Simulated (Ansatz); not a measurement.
## A series in volume scale on Co

Plane-wave DFT, scalar-relativistic PAW made under PBE with cores redone for the functional, no dispersion; the given relaxed cell is scaled uniformly, energy at zero smearing counts from the unscaled cell, pressure at the given Fermi-Dirac smearing is positive in compression. The results are calculated, by Ansatz 0.2.0.

The cell before it is scaled or strained (space group Fd-3m, No. 227):
```
cell vectors (Å)
   0.0000     2.5173     2.5173
   2.5173     0.0000     2.5173
   2.5173     2.5173     0.0000
atoms (fractions of the cell vectors)
Co  0.12500  0.12500  0.12500
Co  0.87500  0.87500  0.87500
```

Settings of every row: spin polarised yes; functional r2SCAN; wave cutoff 500 eV; smearing width 0.05 eV; k mesh 12x12x12.

Atom:
| element | starting moment (Bohr magneton) |
| --- | --- |
| Co | -1.92 |
| Co | -1.92 |

Limits: search for a lower magnetic state is off; some atoms lie unusually close (a squeezed, shaken or made-up cell).

| row | volume scale | V (Å³/atom) | pressure (GPa) | energy change per atom (meV) | largest site moment (Bohr magneton) |
| --- | --- | --- | --- | --- | --- |
| 1 | 0.88 | 14.037 | 18.88 | 100.38 | 1.82 |
| 2 | 0.92 | 14.675 | ? | ? | ? |
| 3 | 0.96 | 15.314 | 4.96 | 9.53 | 1.89 |
| 4 | 1.04 | 16.59 | -3.93 | 8.24 | 1.94 |
| 5 | 1.08 | 17.228 | -6.91 | 30.15 | 1.98 |
| 6 | 1.12 | 17.866 | -9.19 | 62.39 | 2.01 |

Question: what pressure and energy change per atom should row 2 give?

Worked fit of pressure. Take u = (V_r/V)^(2/3) − 1 with V_r = 16.59 Å³ an atom, which is twice the finite (Eulerian) strain; such expansions in the strain, on which the Birch-Murnaghan equation of state is built, carry the rest volume and the bulk modulus. The shown rows have u = 0.11784, 0.0548, 0, -0.02484, -0.0482. Least squares give pressure = −3.908 + 133.921 × u + 504.81 × u² GPa; a straight line predicts inner rows, each left out in turn, worse (root mean square 1.7 against 0.03 GPa). The rows lie off it by 0.00, 0.01, -0.02, 0.01, 0.00. The pressure vanishes at u = 0.0265, or V = 15.95 Å³ an atom, and there the bulk modulus at fixed shape and fractions is B = −V dP/dV = (2/3)(1 + u) dP/du = 110 GPa. The withheld row has u = 0.08521, so the fit gives −3.908 + 133.921 × (0.08521) + 504.81 × (0.08521)² = 11.17 GPa.

The calculation gave 11.15 GPa. The fit lies 0.02 GPa (0.071 % of the column's range) above it; its largest miss of a shown row is 0.02 GPa.

Worked fit of energy change per atom. Take u = (V_r/V)^(2/3) − 1 with V_r = 16.59 Å³ an atom, which is twice the finite (Eulerian) strain; such expansions in the strain, on which the Birch-Murnaghan equation of state is built, carry the rest volume and the bulk modulus. The shown rows have u = 0.11784, 0.0548, 0, -0.02484, -0.0482. Least squares give energy change per atom = 7.653 − 588.282 × u + 11650.26 × u² meV; a straight line predicts inner rows, each left out in turn, worse (root mean square 39 against 1.5 meV). The rows lie off it by 0.27, -0.87, 0.59, 0.70, -0.68 (root mean square 0.65 meV). The withheld row has u = 0.08521, so the fit gives 7.653 − 588.282 × (0.08521) + 11650.26 × (0.08521)² = 42.12 meV.

The calculation gave 41.19 meV. The fit lies 0.93 meV (2.3 % of the value, 1 % of the column's range) above it; its largest miss of a shown row is 0.87 meV.

The other values of row 2: largest site moment 1.86 Bohr magneton.
